Q: Which orbitals make which bands in BaZnSbF?

Kohn–Sham density of states of BaZnSbF (P4/nmm, a = 4.475 Å, c = 9.876 Å), from Ansatz 0.2.0 with r2SCAN, scalar-relativistic PAW, no spin polarisation, a 500 eV cutoff and tetrahedra on a 12×12×6 k mesh. Energies are counted from the Fermi level, and each row is the average over a 0.2 eV bin, with every second bin listed. Shell columns are Löwdin projections summed over sites.

```
energy (eV)  density of states total (states/eV/cell)  DOS Zn 3d (states/eV/cell)  DOS F 2p (states/eV/cell)  DOS Sb 5p (states/eV/cell)  DOS Zn 4s (states/eV/cell)  DOS Ba 6s (states/eV/cell)
      -7.95                                         0                           0                          0                           0                           0                           0
      -7.55                                     40.75                       39.61                       0.02                        0.63                        0.25                        0.06
      -7.15                                     12.72                       11.05                       0.06                         0.1                         0.1                        0.09
      -6.75                                         0                           0                          0                           0                           0                           0
      -6.35                                      0.06                           0                       0.06                           0                           0                           0
      -5.95                                     17.29                        0.03                      16.19                        0.15                        0.03                        0.15
      -5.55                                      8.61                        0.01                       8.26                        0.04                        0.01                        0.03
      -5.15                                         0                           0                          0                           0                           0                           0
      -4.75                                      2.49                        0.15                       0.06                         1.2                        0.88                        0.02
      -4.35                                      3.25                         0.1                       0.06                        1.67                        0.86                        0.03
      -3.95                                      3.22                        0.08                        0.1                        1.64                        0.71                        0.08
      -3.55                                      0.39                        0.01                          0                        0.23                        0.11                        0.01
      -3.15                                      0.25                           0                          0                        0.16                        0.06                           0
      -2.75                                       2.2                        0.02                       0.02                         1.8                        0.06                        0.07
      -2.35                                      2.53                        0.03                       0.02                        2.11                        0.05                        0.04
      -1.95                                      3.48                        0.05                       0.03                        2.97                        0.05                        0.04
      -1.55                                       4.6                        0.09                       0.05                        3.91                        0.05                        0.12
      -1.15                                      3.43                        0.07                       0.02                        2.99                        0.02                        0.05
      -0.75                                       1.7                        0.04                       0.02                        1.48                           0                        0.02
      -0.35                                      1.42                        0.03                       0.01                         1.2                        0.06                        0.01
       0.05                                      0.13                           0                          0                        0.06                        0.06                           0
       0.45                                       0.2                           0                          0                        0.03                        0.14                           0
       0.85                                      0.31                           0                          0                        0.05                        0.18                           0
       1.25                                      0.49                           0                          0                        0.08                        0.25                        0.02
       1.65                                       0.9                           0                          0                        0.17                         0.4                        0.07
       2.05                                      3.94                        0.01                       0.03                        0.76                        1.11                        0.29
       2.45                                      6.91                        0.01                       0.04                         0.8                        0.79                         0.5
       2.85                                      3.28                           0                       0.02                        0.28                        0.26                         0.3
       3.25                                      4.32                           0                       0.02                        0.14                         0.1                        0.17
       3.65                                      3.58                           0                       0.02                         0.1                        0.07                        0.22
       4.05                                      6.23                           0                       0.04                        0.14                        0.08                        0.41
       4.45                                      6.87                           0                       0.04                        0.17                        0.06                        0.58
       4.85                                      8.26                           0                       0.04                        0.21                         0.1                        0.39
       5.25                                      7.62                           0                       0.04                        0.25                        0.15                        0.35
       5.65                                      6.37                           0                       0.04                        0.14                        0.07                        0.32
```

A: Energies are counted from the Fermi level, so negative rows are essentially filled and positive rows essentially empty. Follow the largest projection in each group of rows, that is, the part of the density of states (DOS) assigned to one atomic shell. The lowest group is Zn 3d and the next is F 2p, each about 95 % pure. From about 5 eV below the Fermi level up to the Fermi level the states are mainly Sb 5p, with much Zn 4s mixed in only in the lower part. The first empty states are mainly Zn 4s.

Q: Why is the fluorine band deep and narrow, while the antimony band is wide and lies at the top?

A: Depth and width have different causes. Fluorine binds its 2p electrons much more tightly than antimony binds its 5p electrons, which is what electronegativity expresses. In the crystal the centre of the occupied Sb 5p weight lies 3.6 eV above that of F 2p.

Width measures how easily an electron passes from atom to atom. The F 2p orbitals are compact, and each fluorine atom has barium neighbours whose levels lie far from F 2p in energy, so its band is at most 1.4 eV wide. The Sb 5p orbitals reach far out and overlap with the zinc atoms around them and with one another. The filled zinc–antimony states therefore spread over at least 4.2 eV.

Q: Zn 4s appears near −4 eV, almost vanishes, and comes back above the Fermi level. How can one orbital be in two places?

A: That is the usual mark of a chemical bond. When two orbitals of different energy overlap, they form a lower, bonding combination and an upper, antibonding one. The lower one keeps more of the partner that was lower to begin with, and the upper one keeps more of the other. The shares suggest that in this crystal Sb 5p is the lower partner: from −4.75 to −3.15 eV there is 51 % Sb 5p and 27 % Zn 4s, whereas the empty states from 0.45 to 2.05 eV hold about twice as much Zn 4s as Sb 5p. The words bonding and antibonding come from this theory, since a density of states doesn't show the sign with which orbitals combine.

The gap in the Zn 4s weight follows from counting orbitals. The cell holds two zinc and two antimony atoms, hence two 4s orbitals and six 5p orbitals. Two s orbitals can pair with at most two combinations of the six p orbitals, so at least four combinations find no 4s partner. They stay at intermediate energy and form the upper part of the valence band, from −2.75 to −0.35 eV, where Zn 4s makes up only 1.5 %.

Q: Can that picture be checked with numbers?

A: Yes, by counting electrons. Each band holds two electrons per cell, so the two bonding bands should hold 4 and the four bands above them 8. The number of electrons in a stretch of energy is the density of states times the width of the stretch, and each row here stands for 0.4 eV. For the lower part, −4.75 to −3.15 eV, this gives

(2.49 + 3.25 + 3.22 + 0.39 + 0.25) × 0.4 ≈ 3.8 electrons.

The upper part gives 7.7 in the same way. The printed output after this exchange holds the sums for all groups of states; the expected values come from orbital counting alone.

The agreement supports the picture, but it is closer than such a coarse sum deserves. For the narrow F 2p band the same recipe gives 10.4 electrons instead of 12, because the density changes strongly within one step of 0.4 eV. The border between the two zinc–antimony parts is also only a deep minimum in the listed rows, with no empty row to mark it, so a few states may belong to the other side.

Q: The count treats the crystal as Ba²⁺, Zn²⁺, Sb³⁻ and F⁻. Are those the real charges?

A: No. The count tells how many bands are filled, and these ions give the right number: full Zn 3d, F 2p and Sb 5p shells. Where the electrons sit is another matter, and the Zn 4s share in the filled bonding bands already shows that zinc keeps part of its electrons. Dividing up the electron density of the same calculation by Bader's method gives zinc a charge of about +0.35 and antimony about −1.0, where the ionic formula has +2 and −3. The barium–fluorine layer comes closer, with about +0.7 per formula unit instead of +1. In the zinc–antimony layer, then, the ionic charges are a good guide to band filling and a poor one to charge transfer.

Q: Why are there so few states just above the Fermi level and so many just below it?

A: The density at −0.35 eV is about seven times that at 0.45 eV. Below the Fermi level several Sb 5p bands probably overlap in energy. Above it, the states look like the bottom of a single band built on Zn 4s. An s orbital is round and spread out, so the energy of such a band usually rises quickly with the wave vector, and a band that rises quickly has few states in each electronvolt.

The capacity of this thin tail fits that reading. From 0.45 to 1.65 eV it could take up

(0.20 + 0.31 + 0.49 + 0.90) × 0.4 ≈ 0.8 electrons per cell,

less than the two that a full band holds. That a single band is at work remains an inference, because the density of states adds up all wave vectors. If the bands keep their shape on doping, adding a few electrons shifts the Fermi level further than removing the same number.

Q: The density at 0.05 eV is not zero. Is the compound a metal? And would arsenic in place of antimony change that?

A: In this calculation the top of the filled bands and the bottom of the empty ones overlap by about 0.015 eV, so formally it is a metal. That overlap is far smaller than the usual error of such a functional, and semilocal functionals usually make gaps too small. Nor does it tell how far bands of different origin cross: the Zn 4s weight rounds to zero at −0.75 eV but returns at −0.35 eV, so the band built on Zn 4s may reach below the Fermi level. Spin–orbit coupling, which is left out, would usually raise the top of the Sb 5p bands and so work the other way. The atoms also still feel forces in this cell, which is itself slightly stretched for this functional, and relaxing both could shift the edges. Whether real BaZnSbF has a small gap is therefore open.

For arsenic the direction can be argued from the orbitals at the two edges. The upper edge of the filled states is made of the pnictogen's p orbitals, with 85 % Sb 5p at −0.35 eV, and arsenic holds its p electrons more tightly. The filled edge should move down. The shorter bonds to zinc could also push the antibonding Zn 4s states up, although zinc atoms that sit closer together widen the Zn 4s band and may undo part of this. On balance a gap becomes more likely.

Q: Which numbers in the table would you rely on?

A: The order of the groups and their main orbitals are safe to use within this calculation. Band edges are known only to a few tenths of an electronvolt from these rows. Where the density is small, rounding matters too: the Zn 4s share at 0.45 eV could be anything from 66 to 74 %. Against a photoemission spectrum I would expect the Zn 3d and F 2p bands to lie deeper than here, since functionals of this kind usually place such compact levels too high.

The orbital labels are much less complete for the empty states. In the upper valence band the five listed shells account for 91 % of the density, but at 2.45 eV for only 31 %. Much of the rest may be Ba 5d, which lies low in barium compounds, though no projection here tests that. A small value of DOS Ba 6s at these energies therefore doesn't mean that barium plays a small part.

The analysis program printed:

```
Electrons per cell in the Zn 3d block from listed bins (full shells hold 20): 21.39
Electrons per cell in the F 2p block from listed bins (full shells hold 12): 10.38
Electrons per cell in the lower Zn-Sb part, -4.75 to -3.15 eV (two bands hold 4): 3.84
Electrons per cell in the upper Zn-Sb part, -2.75 to -0.35 eV (four bands hold 8): 7.744
Electrons per cell in all four parts (closed shells hold 44): 43.36
Zn 3d share of the Zn 3d block in percent: 94.74
F 2p share of the F 2p block in percent: 94.41
Sb 5p share of the lower Zn-Sb part in percent: 51.04
Zn 4s share of the lower Zn-Sb part in percent: 27.29
Sb 5p share of the upper Zn-Sb part in percent: 85.02
Zn 4s share of the upper Zn-Sb part in percent: 1.498
Centre of occupied Sb 5p above centre of F 2p in eV: 3.593
Upper limit of the F 2p block width in eV: 1.4
Lower limit of the occupied Zn-Sb block width in eV: 4.2
Total density of states at -0.35 eV over that at 0.45 eV: 7.1
Sb 5p share at -0.35 eV in percent: 84.51
Zn 4s share at 0.45 eV in percent: 70
Lowest Zn 4s share at 0.45 eV allowed by rounding in percent: 65.85
Highest Zn 4s share at 0.45 eV allowed by rounding in percent: 74.36
Part of the upper Zn-Sb states covered by the listed shells in percent: 90.91
Part of the states at 2.45 eV covered by the listed shells in percent: 30.97
Part of the states at 4.85 eV covered by the listed shells in percent: 8.959
Bin width over the overlap of the band edges: 13.54
Bader charge of the Ba-F layer per formula unit in e (formal charge 1): 0.6914
```
